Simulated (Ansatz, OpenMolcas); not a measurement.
How methods differ on CH3Al (SMILES C[Al])

CH3Al, singlet, SMILES `C[Al]`. Each level relaxes the structure for itself.

Each level gives the highest harmonic wavenumber at each level's own minimum (cm⁻¹). The values are calculated.

```json
{"level": "HF/3-21G", "kind": "Hartree–Fock", "program": "OpenMolcas", "value (cm⁻¹)": "3188"}
{"level": "HF/6-31G* (Cartesian functions)", "kind": "Hartree–Fock", "program": "OpenMolcas", "value (cm⁻¹)": "3198"}
{"level": "HF/cc-pVTZ", "kind": "Hartree–Fock", "program": "OpenMolcas", "value (cm⁻¹)": "3155"}
{"level": "B3LYP/6-31G* (Cartesian functions)", "kind": "global hybrid", "program": "OpenMolcas", "value (cm⁻¹)": "3061"}
{"level": "PBE0/def2-SVP", "kind": "global hybrid", "program": "OpenMolcas", "value (cm⁻¹)": "3109"}
{"level": "PBE0-D4/def2-TZVP", "kind": "global hybrid", "program": "Ansatz", "value (cm⁻¹)": "3083"}
```

Harmonic and unscaled. The values span 3061 to 3198 cm⁻¹.

The highest mode in methylaluminium is a C–H stretch, most likely the degenerate antisymmetric one of the methyl group. All three Hartree–Fock values lie above all three hybrid values, the closest pair being 3155 and 3109 cm⁻¹. This probably reflects the missing electron correlation in Hartree–Fock, which leaves the C–H bonds too short and too stiff.

The basis set matters too, but not in one direction: within Hartree–Fock the wavenumber rises slightly from 3-21G to 6-31G* and then falls with cc-pVTZ. The lower value of the second PBE0 level can't be credited to the larger basis alone, since the dispersion term changes with it. In the one basis common to both methods, 6-31G*, the step from Hartree–Fock to B3LYP is larger than the whole basis-set spread within Hartree–Fock.

Because this mode is almost entirely hydrogen motion against carbon, the agreement or disagreement seen here says little about how well each level describes the polar Al–C bond or the lone pair on monovalent aluminium.
